Addition energies of electrons in a hard spherical box

1. The naive picture

Electrons that ignored each other would fill the levels of the empty sphere in the order 1s, 1p, 1d, 2s, 1f. The chemical potential μ(N) = E(N) − E(N−1) would be flat within a shell, and the addition energy A(N) = μ(N+1) − μ(N) would be zero except at N = 2, 8, 18 and 20, where it would equal a level gap. The spin-polarised r2SCAN results keep the first three peaks and depart from the rest of this picture.

Spin-polarised r2SCAN Kohn-Sham runs with the radks radial solver and Libxc for N electrons in a hard-walled sphere of radius 2.35 bohr*, no central charge, in effective atomic units. Shells are m-averaged and filled greedily, so a lower state can be missed. Levels are numbered within each l; chemical potential is E(N) − E(N−1), addition energy E(N+1) + E(N−1) − 2E(N).

```
electrons  chemical potential (hartree*)  unpaired electrons  rms radius (bohr*)  highest eigenvalue (hartree*)  highest level  addition energy (hartree*)
        1                         0.8904                   1               1.253                          1.140          1s up                         n/a
        2                          1.595                   0               1.291                          1.847          1s up                       1.397
        3                          2.992                   1               1.371                          3.241          1p up                      0.5127
        4                          3.505                   2               1.414                          3.773          1p up                      0.5411
        5                          4.046                   3               1.443                          4.320          1p up                      0.7725
        6                          4.818                   2               1.466                          5.062        1p down                      0.4984
        7                          5.317                   1               1.485                          5.576        1p down                      0.5242
        8                          5.841                   0               1.500                          6.108        1p down                       1.582
        9                          7.423                   1               1.522                          7.675          1d up                      0.5077
       10                          7.931                   2               1.540                          8.187          1d up                      0.5146
       11                          8.445                   3               1.556                          8.704          1d up                      0.5187
       12                          8.964                   4               1.569                          9.224          1d up                      0.5211
       13                          9.485                   5               1.581                          9.746          1d up                      0.7326
       14                          10.22                   4               1.592                          10.46        1d down                      0.4977
       15                          10.72                   3               1.601                          10.97        1d down                      0.5050
       16                          11.22                   2               1.610                          11.47        1d down                      0.5100
       17                          11.73                   1               1.618                          11.99        1d down                      0.5131
       18                          12.24                   0               1.626                          12.50          1d up                       1.765
       19                          14.01                   1               1.635                          14.26          1f up                      0.4986
       20                          14.51                   2               1.643                          14.76          1f up                      0.5009
       21                          15.01                   3               1.651                          15.26          1f up                      0.5029
       22                          15.51                   4               1.658                          15.76          1f up                      0.5044
       23                          16.01                   5               1.665                          16.27          1f up                      0.5054
       24                          16.52                   6               1.672                          16.77          1f up                      0.5061
       25                          17.03                   7               1.678                          17.28          1f up                      0.7074
       26                          17.73                   6               1.683                          17.98        1f down                      0.4925
       27                          18.23                   5               1.689                          18.47        1f down                      0.4948
       28                          18.72                   4               1.694                          18.97        1f down                         n/a
```

Energies are in hartree* and lengths in bohr*, the effective atomic units. Three kinds of row appear. Twenty ordinary rows have A between 0.49 and 0.54. Rows 2, 8 and 18 close a shell. Rows 5, 13 and 25 have a half-filled shell with 3, 5 and 7 unpaired electrons and a smaller peak. Row 20 shows no peak, because 1f follows 1d directly. The spin labels in rows 2 and 18 are arbitrary, since both spins are degenerate there.

2. The charging background

Each added electron repels all later ones, so μ climbs even within a shell. A metal sphere of radius a is the simpler system: its energy is N²/(2a), and its addition energy is the constant 1/a. With a at the wall, R = 2.35, this gives 0.426. The ordinary rows average U = 0.51, which corresponds to a = 1.97, inside the wall, where the orbitals must vanish. The analogy covers only this background. It has no shells or spin, and a is not a real radius, because U also contains exchange.

Adding the levels of the box gives the constant-interaction model:

E(N) = Σ ε + U N(N−1)/2
ε = x²/(2R²)
A(N) = U + Δε

Here x is a zero of a spherical Bessel function (π for 1s, giving 0.894) and Δε is the gap to the next level, zero within a shell. U was fitted to the twenty ordinary rows and one spin jump of 0.23 to the three half-filled rows; the closed-shell rows were outside the fit.

For row 8 the bare 1p and 1d levels are 1.828 and 3.007, so Δε = 1.179 and A = 0.5085 + 1.179 = 1.688. The table has 1.582. The estimate is 0.106 too high, 7% of the table value.

Two models without fitted parameters go further. Both take kinetic, Hartree and local spin exchange energy, one on the orbitals of the empty sphere and one on relaxed orbitals. Neither has correlation or gradient terms, so their parts indicate mechanisms and are not parts of the r2SCAN energy. The printed output after this text lists all three row by row.

These models suggest why U barely changes from p to f. The Hartree repulsion within a shell falls as the orbitals move outward, from about 0.65 to 0.57. The exchange correction that is subtracted from it shrinks as well, and the two changes partly cancel. Bare orbitals still put the ordinary rows 0.04 to 0.06 above the table. Relaxation cuts the excess to 0.005 to 0.02, because repulsion spreads the charge: the rms radius exceeds its bare value by 3% at N = 2 and 10% at N = 28. The relaxed model matches that column to 0.005 in rows 2 to 27.

3. Closed shells: growing peaks that fall short

The peaks grow because the bare gaps grow, from 0.934 to 1.414. The excess of the constant-interaction value over the table grows too: 0.046, 0.106, 0.157. The model assumes that every pair repels equally, but the new shell has higher l and lies further out, where the potential of the other electrons is lower. The saving per pair is small and shrinks from one closure to the next, but it is collected from all N electrons, so the total rises with N.

The comparison of models supports this. On bare orbitals the Hartree part of A drops to about a quarter of a hartree* at N = 18, and the peak comes out 0.119 too low, because the bare charge is too compact and its potential too steep. The table lies between the constant-interaction and bare-orbital estimates at all three closures. Relaxed orbitals miss row 18 by 0.04, or 2%, though at row 2 they do worse than the bare ones.

4. The empty 2s level

The same slope of the potential penalises 2s, which has much weight near the centre. In the empty sphere 2s lies 0.847 below 1f; with eighteen electrons present the search chose 1f. Both parameter-free models also prefer 1f at N = 19, 20 and 28. The margin at N = 19 is thin, however: it falls from a few tenths to under two tenths on relaxation, in a model whose μ(19) is 0.08 above the table. The filling comes from a greedy search that can pass over a lower state, so the height of the row 18 peak and all of rows 19 to 28 hold for the 1f filling, which is probably but not certainly the lowest.

5. Half-filled shells

Exchange lowers the energy of an electron among others of its own spin, which is why the unpaired count follows Hund's first rule. In the local form, with n the density of that spin,

v_x = −(6n/π)^(1/3)

Once the up subshell is full, the next electron must join the sparser down density and loses part of this attraction. If the two densities had the same shape, the jump would scale as N↑^(1/3) − N↓^(1/3). The counts are 4 and 1, 9 and 4, 16 and 9, which give 0.59, 0.49 and 0.44. The table's excess over the mean of the two neighbouring rows is 0.253, 0.223 and 0.208. In a local or semilocal functional the peak therefore shrinks while the spin grows, since the unpaired electrons sit on a growing paired background. This fall may belong to the functional and is not a safe statement about the dot. With exact exchange on fixed orbitals the paired shells act equally on both spins and drop out. The excess is then 2l+1 times the mean exchange integral within the shell. Those integrals were not evaluated here, so whether it would fall or grow from p to f is open. The cube-root argument gives the direction but too fast a fall. Both local models underestimate the excess by 0.025 to 0.04; the difference probably comes from the semilocal exchange terms and correlation that they leave out, whose separate effects were not computed.

6. The drift within a subshell

A rises from row to row within every spin subshell, from 0.5077 to 0.5211 in 1d up. For fixed orbitals the Hartree part is exactly constant there, so in the bare-orbital model the drift comes from exchange alone. An energy −c N_s^(4/3) in the number N_s of like spins has curvature −(4/9) c N_s^(−2/3), which is negative and weakens as N_s grows. The drift thus flattens in larger shells. It too is a product of density-functional exchange on averaged shells: exact exchange counts like-spin pairs, is quadratic in the occupation, and gives no drift at all on fixed orbitals. Bare orbitals give 0.0140 for 1d up against 0.0134 in the table, but relaxation roughly halves this, so only the sign and the ordering p > d > f are secure. Each down subshell starts below the matching up subshell, by 0.014 in p, 0.010 in d and 0.006 in f. Bare orbitals make the two equal and relaxed ones separate them, which points to the expansion of the charge.

This smoothness is partly imposed. Averaging over m spreads one p electron over three orbitals and removes multiplets and deformation, which would make real open-shell rows less regular. Closed and half-filled states are spherical in any case, but their addition energies use the energies of the averaged open-shell neighbours, so the peak heights are not free of the averaging. The steps of 0.001 to 0.002 in 1f may also depend on numerical settings.

7. Eigenvalue against chemical potential

The highest eigenvalue exceeds μ by 0.24 to 0.27 in every row. By Janak's theorem it is the slope dE/dN at N, and the functional makes E nearly a parabola of curvature U within a subshell. The chord μ(N) is then the slope at N − ½, lower by U/2 = 0.254. For row 11, (8.187 + 8.704)/2 = 8.4455 against 8.445; the theorem is built into the method, so this checks consistency only. The offset is self-interaction error. For one electron the exact energy is 0.894, μ is 0.4% below it, and the eigenvalue of 1.140 is 0.246 above it. Energy differences, not eigenvalues, are the removal energies here.

8. Changing the radius

Gaps scale as 1/R² and repulsion as 1/R, a scaling argument that one radius cannot test. In a smaller sphere the shell peaks should rise faster than the background, and 2s should return below 1f, first for the nineteenth electron alone and, at still smaller radius, with a closure at 20. In a larger one the closed-shell peaks should lose ground to the background. The half-shell peaks should lose ground only slowly, as long as the filling order holds, because exchange also scales as 1/R; correlation does not, and it trims them more as the density falls.

Numerical output:

```
energies hartree*, lengths bohr*; bare 1s 1p 1d 1f: 0.894 1.828 3.007 4.421, 2s 3.574
bare gaps s-p 0.934 p-d 1.179 d-f 1.414; d-2s 0.567; 1f above 2s by 0.847
constant interaction: U 0.5085 (rows 0.4925-0.5411), spin jump 0.229; 1/U 1.97, 1/R 0.426
 N A table | const | bare orb. = kin + Hartree + exch | relaxed, minus table | rms table bare relaxed
 2 1.3970 | 1.443 | 1.383 = 0.934 +0.563 -0.114 | 1.3654 -0.0316 | 1.291 1.249 1.296
 3 0.5127 | 0.508 | 0.561 = 0.000 +0.649 -0.088 | 0.5352 +0.0225 | 1.371 1.315 1.373
 4 0.5411 | 0.508 | 0.585 = 0.000 +0.649 -0.065 | 0.5517 +0.0106 | 1.414 1.347 1.415
 5 0.7725 | 0.738 | 0.801 = 0.000 +0.649 +0.152 | 0.7550 -0.0175 | 1.443 1.366 1.444
 6 0.4984 | 0.508 | 0.561 = 0.000 +0.649 -0.088 | 0.5177 +0.0193 | 1.466 1.378 1.467
 7 0.5242 | 0.508 | 0.585 = 0.000 +0.649 -0.065 | 0.5353 +0.0111 | 1.485 1.387 1.485
 8 1.5820 | 1.688 | 1.527 = 1.179 +0.364 -0.017 | 1.5492 -0.0328 | 1.500 1.394 1.500
 9 0.5077 | 0.508 | 0.553 = 0.000 +0.600 -0.047 | 0.5203 +0.0126 | 1.522 1.413 1.522
10 0.5146 | 0.508 | 0.560 = 0.000 +0.600 -0.041 | 0.5241 +0.0095 | 1.540 1.428 1.540
11 0.5187 | 0.508 | 0.564 = 0.000 +0.600 -0.036 | 0.5264 +0.0077 | 1.556 1.440 1.555
12 0.5211 | 0.508 | 0.567 = 0.000 +0.600 -0.033 | 0.5277 +0.0066 | 1.569 1.450 1.568
13 0.7326 | 0.738 | 0.756 = 0.000 +0.600 +0.156 | 0.7072 -0.0254 | 1.581 1.458 1.580
14 0.4977 | 0.508 | 0.553 = 0.000 +0.600 -0.047 | 0.5109 +0.0132 | 1.592 1.466 1.591
15 0.5050 | 0.508 | 0.560 = 0.000 +0.600 -0.041 | 0.5150 +0.0100 | 1.601 1.472 1.600
16 0.5100 | 0.508 | 0.564 = 0.000 +0.600 -0.036 | 0.5176 +0.0076 | 1.610 1.477 1.609
17 0.5131 | 0.508 | 0.567 = 0.000 +0.600 -0.033 | 0.5192 +0.0061 | 1.618 1.482 1.617
18 1.7650 | 1.922 | 1.646 = 1.414 +0.235 -0.002 | 1.7255 -0.0395 | 1.626 1.486 1.624
19 0.4986 | 0.508 | 0.542 = 0.000 +0.571 -0.030 | 0.5080 +0.0094 | 1.635 1.495 1.634
20 0.5009 | 0.508 | 0.544 = 0.000 +0.571 -0.027 | 0.5091 +0.0082 | 1.643 1.502 1.642
21 0.5029 | 0.508 | 0.546 = 0.000 +0.571 -0.026 | 0.5098 +0.0069 | 1.651 1.509 1.650
22 0.5044 | 0.508 | 0.547 = 0.000 +0.571 -0.024 | 0.5104 +0.0060 | 1.658 1.515 1.657
23 0.5054 | 0.508 | 0.549 = 0.000 +0.571 -0.023 | 0.5108 +0.0054 | 1.665 1.521 1.664
24 0.5061 | 0.508 | 0.550 = 0.000 +0.571 -0.022 | 0.5110 +0.0049 | 1.672 1.526 1.670
25 0.7074 | 0.738 | 0.723 = 0.000 +0.571 +0.151 | 0.6756 -0.0318 | 1.678 1.531 1.676
26 0.4925 | 0.508 | 0.542 = 0.000 +0.571 -0.030 | 0.5021 +0.0096 | 1.683 1.535 1.682
27 0.4948 | 0.508 | 0.544 = 0.000 +0.571 -0.027 | 0.5033 +0.0085 | 1.689 1.539 1.687
constant: rms error 0.041, worst N=18 +0.157 (table rounding 0.00005-0.0005)
bare orbitals: rms error 0.051, worst N=18 -0.119 (table rounding 0.00005-0.0005)
relaxed: rms error 0.017, worst N=18 -0.039 (table rounding 0.00005-0.0005)
closures 2 8 18: A - bare gap 0.463 0.403 0.351 ; short of U by 0.046 0.106 0.157
excess over neighbours, N=5 13 25: table 0.253 0.223 0.208 | bare 0.228 0.196 0.177 | relaxed 0.220 0.188 0.169
rise in subshells 3-4 6-7 9-12 14-17 19-24 26-27: table 0.0284 0.0258 0.0134 0.0154 0.0075 0.0023
  bare (exchange only) 0.0231 0.0231 0.0140 0.0140 0.0080 0.0022 | relaxed 0.0165 0.0176 0.0074 0.0083 0.0031 0.0012
eigenvalue - mu: 0.240 to 0.274, mean 0.254, U/2 0.254; midpoint rule max error 0.005 (rounding up to 0.01)
N=1: mu - exact -0.0032, eigenvalue - exact +0.246, rms - exact +0.0036
rms above bare, N=2 8 18 28: 3.3% 7.6% 9.4% 9.8% ; uniform sphere 1.820
E(2s first) - E(1f first), N=19 20 28, bare orbitals: +0.364 +0.988 +1.326
E(2s first) - E(1f first), N=19 20 28, relaxed: +0.163 +0.621 +0.886
relaxed mu(19) 14.089, table 14.01; largest potential residual 3e-06
```
